A microkinetic model turns computed free energies into a rate. The energies sit in exponents, so an uncertainty of a few RT becomes orders of magnitude in the rate. These uncertainties are not independent, because one density functional produces all of them. A matched transistor pair behaves alike: a common shift of threshold voltage changes each current strongly and their ratio little, provided that both devices respond with the same slope. The derivation below finds when this cancellation occurs on a volcano plot and when correlation enlarges the spread.

1. Premises and conventions

Energies are molar (J/mol) and the thermal energy is RT; for energies per particle, replace RT by k_B T. ⟨ ⟩ is an ensemble mean.

P1. The steady-state rate r is a positive, smooth function of the free energies G_i of adsorbates and transition states, each counted from gas-phase references. Temperature, pressures and the free energy of the overall gas-phase reaction are held fixed.

P2. The deviations δG_i from the central values are jointly Gaussian, with zero mean and covariance matrix Σ_ij = ⟨δG_i δG_j⟩.

The BEEF-vdW functional (Wellendorff and co-workers, 2012) supplies P2 by construction. Its exchange-correlation energy is linear in a set of expansion coefficients. Each ensemble member shifts these by a Gaussian random vector ξ of covariance C and is evaluated on the unchanged density and geometry. Hence δG = Bξ with a fixed matrix B, and Σ = B C Bᵀ. The same ξ acts on every species and every metal, which produces the off-diagonal elements. The spread estimates the uncertainty of the functional and is no measured error.

2. Linear propagation

Define the degree of rate control of species i, in Campbell's sign convention,

X_i = −RT ∂ln r/∂G_i, (1)

so that X_i > 0 when stabilising i raises the rate. Taylor expansion about the central energies gives

δln r = −Σ_i X_i δG_i/RT + ½ Σ_ij H_ij δG_i δG_j + …, H_ij = ∂²ln r/∂G_i∂G_j. (2)

Keep the first term. Its mean is zero by P2, so its variance is the mean of its square, Σ_ij X_i X_j ⟨δG_i δG_j⟩/(RT)²:

Var(ln r) = XᵀΣX/(RT)². (3)

The second term fixes the leading shift of the mean:

⟨ln r⟩ − ln r₀ = ½ Σ_ij H_ij Σ_ij, (4)

with r₀ the rate at the central energies. Equations (3) and (4) need only zero mean and Σ; the Gaussian form matters at higher order.

3. The volcano of ammonia synthesis

Three more premises define the model.

P3. Dissociation of N₂ on a pair of free sites is the slow step, and sites are occupied at random. Transition-state theory gives r = (k_B T/h)(p_N₂/p°) exp(−G_T/RT) θ_f² (1 − β), with G_T the standard free energy of the transition state counted from N₂ gas, p° the standard pressure, θ_f the free fraction of sites and β the approach to equilibrium, which P1 fixes.

P4. Atomic N is the only abundant adsorbate and is in equilibrium with NH₃ and H₂ through N* + 3/2 H₂ ⇌ NH₃ + *. Then θ/θ_f = u = K exp(−G_N/RT), where θ is the N coverage, G_N is counted from NH₃ − 3/2 H₂ and K = (p_NH₃/p°)(p_H₂/p°)^(−3/2). With θ + θ_f = 1, θ = u/(1 + u) and θ_f = 1/(1 + u).

Therefore ln r = const − G_T/RT − 2 ln(1 + u). Since ∂u/∂G_N = −u/RT, equation (1) gives X_T = 1 and X_N = −2θ. With standard deviations σ_T and σ_N and correlation coefficient c, equation (3) reads

(RT)² Var(ln r) = σ_T² + 4θ²σ_N² − 4cθσ_Tσ_N. (5)

A positive c lowers the variance: a member that binds nitrogen more strongly lowers the barrier and also blocks more sites.

P5. Scaling. The descriptor is E, the adsorption energy per mole of N atoms, more negative for stronger binding. G_N = E + const and G_T = 2αE + const + η, where 0 < α < 1 is the Brønsted-Evans-Polanyi slope against the dissociative adsorption energy 2E, and η is a residual of standard deviation τ, independent of δE.

Let σ be the standard deviation of δE. Then σ_N = σ, σ_T² = 4α²σ² + τ² and cσ_Tσ_N = 2ασ², and equation (5) becomes

(RT)² Var(ln r) = 4(α − θ)²σ² + τ². (6)

For η = 0 put x = ln u = (E₀ − E)/RT, with E₀ the value of E at half coverage. Then exp(−2αE/RT) is proportional to u^(2α), and r is proportional to [u^α/(1 + u)]². For a step that needs n sites,

y(x) = ln r + const = n[αx − ln(1 + eˣ)], (7)

with n = 2 here and n = 1 for the elementary form u^α/(1 + u). Since dθ/dx = θ(1 − θ),

y′ = n(α − θ), y″ = −nθ(1 − θ), y‴ = −nθ(1 − θ)(1 − 2θ), y⁗ = −nθ(1 − θ)(1 − 6θ + 6θ²). (8)

The local slope against the descriptor is s = d ln r/dE = −y′/RT. On the weak-binding leg (θ → 0) s = −nα/RT; on the strong-binding leg (θ → 1) s = +n(1 − α)/RT. The legs meet in a rounded kink around x = 0.

4. Two catalysts

Let the descriptors of catalysts A and B have the same standard deviation σ and the correlation coefficient ρ = ⟨δE_A δE_B⟩/σ². To first order δln(r_A/r_B) = s_A δE_A − s_B δE_B. Squaring and averaging gives

Var ln(r_A/r_B) = σ²(s_A² + s_B² − 2ρ s_A s_B) = σ²[(s_A − s_B)² + 2(1 − ρ)s_A s_B]. (9)

For unequal spreads, replace σs_A by σ_A s_A and σs_B by σ_B s_B. With equal slopes s the variance is 2(1 − ρ)s²σ², which vanishes as ρ → 1: this is common-mode rejection. On opposite legs s_A s_B < 0, so positive correlation raises the variance, up to σ²(|s_A| + |s_B|)² at ρ = 1. A common shift of E then helps one catalyst and harms the other.

5. The apex

By equation (8), y′ = 0 at θ = α, that is at u* = α/(1 − α), and y″ < 0 makes this a maximum, of value y* = n[α ln α + (1 − α) ln(1 − α)]. Write δx = wZ, with w = σ/RT and Z a standard normal variable, for which odd moments vanish and ⟨Z²⟩ = 1, ⟨Z⁴⟩ = 3, ⟨Z⁶⟩ = 15. With the linear term absent,

y − y* = y″w²Z²/2 + y‴w³Z³/6 + y⁗w⁴Z⁴/24 + …

The mean is y″w²/2 + y⁗w⁴/8 + …. Inserting equation (8) at θ = α,

y* − ⟨y⟩ = [nα(1 − α)σ²/(2(RT)²)] × [1 + (1 − 6α + 6α²)w²/4 + …]. (10)

For n = 1 and σ ≪ RT the mean of ln r falls by α(1 − α)σ²/(2(RT)²). The fall is necessary, since every member lies at or below the maximum. For the variance use Var Z² = 3 − 1 = 2, Var Z³ = 15 and Cov(Z², Z⁴) = 15 − 3 = 12. This gives y″²w⁴/2 + w⁶(5y‴²/12 + y″y⁗/2), where the Z⁵ term drops out at this order because y′ = 0. Hence

Var y = ½ n²α²(1 − α)²w⁴ × [1 + {(5/6)(1 − 2α)² + 1 − 6α + 6α²}w² + …]. (11)

The linear term vanishes only for shifts along the scaling line. The residual η enters ln r additively, so it adds τ²/(RT)² to the variance at the apex as everywhere else.

6. Spreads larger than RT

Two results replace the Taylor series when w is not small.

Mean. Split ln(1 + eˣ) = max(x, 0) + b(x), with b = ln(1 + e^(−|x|)). Expanding the logarithm, ∫b dx = 2Σ_k (−1)^(k+1)/k² = π²/6. Let x be Gaussian with centre x₀ and width w, put t = x₀/w, and let φ and Φ be the standard normal density and cumulative distribution. Integrating (x₀ + wz)φ(z) over z > −t gives ⟨max(x, 0)⟩ = x₀Φ(t) + wφ(t). For w ≫ 1 the density of x is nearly constant across b and equals φ(t)/w at x = 0. Since ⟨αx⟩ = αx₀,

y(x₀) − ⟨y⟩ ≈ n[x₀Φ(t) + wφ(t) + π²φ(t)/(6w) − ln(1 + e^(x₀))]. (12)

For w ≫ |x₀| and w ≫ 1 the fall grows as nw/√(2π), linearly in σ.

Covariance. Let Z_A and Z_B be standard normal with correlation ρ. The variable pZ_A + qZ_B has variance p² + q² + 2ρpq, so ⟨exp(pZ_A − p²/2) exp(qZ_B − q²/2)⟩ = exp(ρpq). Each factor on the left generates the Hermite polynomials, exp(pZ − p²/2) = Σ_k He_k(Z)p^k/k!. Matching powers of p and q gives ⟨He_j(Z_A)He_k(Z_B)⟩ = δ_jk k! ρ^k. Expand y = Σ_k a_k He_k(Z)/k!, with a_k = ⟨y He_k⟩. Because He_k φ = (−1)^k d^kφ/dz^k, integrating k times by parts gives a_k = w^k⟨y⁽ᵏ⁾⟩. Then, exactly,

Cov(y_A, y_B) = Σ_(k≥1) ρ^k a_k(A) a_k(B)/k!, (13)

and Var ln(r_A/r_B) = Var y_A + Var y_B − 2 Cov. The k = 1 term is the cross term of equation (9) with ensemble-averaged slopes in place of local ones. The k = 2 term multiplies two averaged curvatures; y″ < 0 everywhere, so it is positive for any pair.

7. Range of validity

(a) Equations (3), (6) and (9) are first order. Away from the apex the expansion gives Var y = y′²w² + (y″²/2 + y′y‴)w⁴ + …, where y′y‴ comes from Cov(Z, Z³) = 3, so the condition is |y″²/2 + y′y‴|w² ≪ y′². Far out on a leg y″ and y‴ decay as exp(−|x|). The linear result then holds even for σ > RT, provided that few members cross the kink, which requires |x₀| to be several times w. At the apex it never holds.

(b) Equations (10) and (11) hold while their brackets are near 1. The function ln(1 + eˣ) is singular at x = ±iπ, so its Taylor series has the finite radius √(x₀² + π²), which Gaussian tails always exceed; the averaged series is asymptotic.

(c) Equation (12) needs w ≫ 1. Equation (13) needs only P2 and a finite variance.

(d) The ensemble samples the exchange-correlation energy alone. It leaves out vibrational and entropic terms, relaxation of each member, the choice of active site and any bias shared by all members. The model leaves out H, NH and NH₂ coverage, lateral interactions, promoters and changes of the slow step.

(e) A finite ensemble adds statistical error. For a typical size of M = 2000 members the relative standard error of a Gaussian standard deviation is about 1/√(2(M − 1)) = 0.016.

8. Numerical illustration: Fe, Ru and Co

No ensemble is computed here, and all results are the model's. The inputs, all typical or assumed, are: T = 700 K, α = 0.9, n = 2, σ = 20 kJ/mol for each metal, ρ = 0.8, τ = 0, Ru at the apex, Fe binding N more strongly by 20 kJ/mol and Co more weakly by 20 kJ/mol. The positions were chosen to reproduce the typical order Ru > Fe > Co. One ρ for all pairs is a simplification. At 700 K, bcc Fe is below its Curie temperature of 1043 K (compiled value, Marian Arale Brännvall 2024); Co is typically ferromagnetic there too and Ru is not, so the functional may act differently on the three metals.

Then RT = 5.82 kJ/mol, w = 3.44 and x* = ln 9 = 2.20. The offsets equal ±w in x. The central values from equations (7) and (8) are:

metal | x₀ | θ | ln(r₀/r_max) | s (mol/kJ) | σs
Fe | 5.63 | 0.996 | −0.48 | +0.0331 | +0.66
Ru | 2.20 | 0.900 | 0 | 0 | 0
Co | −1.24 | 0.225 | −2.09 | −0.232 | −4.64

The central rates stand as 1 : 0.62 : 0.12 for Ru : Fe : Co. As typical knowledge, Ru catalysts lead Fe catalysts per site by a factor of several up to about ten, so the model's factor of 1.6 understates that gap, by up to roughly sixfold.

Since |x₀| is below 2w for every metal, condition (a) fails, and the Gaussian averages of equation (7) must be integrated numerically. SD is the standard deviation of ln r.

metal | ⟨ln(r/r_max)⟩ | SD, exact average | SD, linear | a₁ | a₂
Fe | −0.73 | 0.79 | 0.66 | −0.185 | −0.84
Ru | −1.17 | 2.0 | 0 | +1.27 | −2.07
Co | −3.59 | 4.0 | 4.6 | +3.61 | −2.32

Apex. The leading term of equation (10) is 0.09w² = 1.06, near the integrated 1.17. The closeness is accidental, since the next term, 0.115w² times the first, is 1.44 and exceeds it. That correction stays under 10 per cent only for w < 0.93, or σ < 5.4 kJ/mol. The bracket of equation (11) is 1 + 0.99w², and the leading SD of 1.5 falls short of 2.0. Equation (12) is the proper limit here and gives 1.19. Members that fall down the steep weak-binding leg dominate the loss, so the mean of ln(r_Ru/r_Fe) is −0.44 although its central value is +0.48. The mean of y is largest where ⟨y′⟩ = 0, that is where ⟨θ⟩ = α, which here lies on the strong-binding side of the apex because a₁ is positive at Ru.

Ratios. SD of ln(r_A/r_B), linear from equation (9) and exact from the two-dimensional Gaussian integral:

pair | linear, ρ = 0 | linear, ρ = 0.8 | exact, ρ = 0 | exact, ρ = 0.8
Ru/Co | 4.6 | 4.6 | 4.5 | 3.1
Fe/Co | 4.7 | 5.2 | 4.1 | 4.1

Equation (13) explains both rows. For Ru/Co the local slope of Ru is zero and equation (9) predicts no effect of ρ, but the averaged slope has the sign of that of Co; the first two terms of the covariance are 3.67 and 1.54, and correlation lowers the SD. For Fe/Co the first term is −0.53, the penalty for opposite legs, and the curvature term of +0.62 offsets it. The mean of ln(r_Ru/r_Co) is 2.42, less than its SD of 3.1, so with these inputs the model does not settle that ranking at one standard deviation. For Co alone the SD of 4.0 is 1.7 decades in rate. Setting τ = 0 is no small neglect: an assumed τ = 10 kJ/mol contributes τ/RT = 1.7 in quadrature and raises the SD of Ru from 2.0 to 2.6.

Ru and Co are also wiring metals, and there the linear result can hold without correction. Consider the first N–H cleavage of NH₃ on clean Ru and Co at low coverage, with an assumed T = 573 K, one controlling barrier on each metal (X = 1), fixed prefactors and an assumed barrier spread of 20 kJ/mol. Here ln r is linear in the barrier, both slopes are −1/RT, and σ/RT = 4.20. Equation (9) gives SD = √(2(1 − ρ)) σ/RT, which is 5.9 for ρ = 0 and 2.7 for ρ = 0.8. The model's uncertainty of the rate ratio at one standard deviation falls from a factor of 3.8 × 10² to a factor of 14.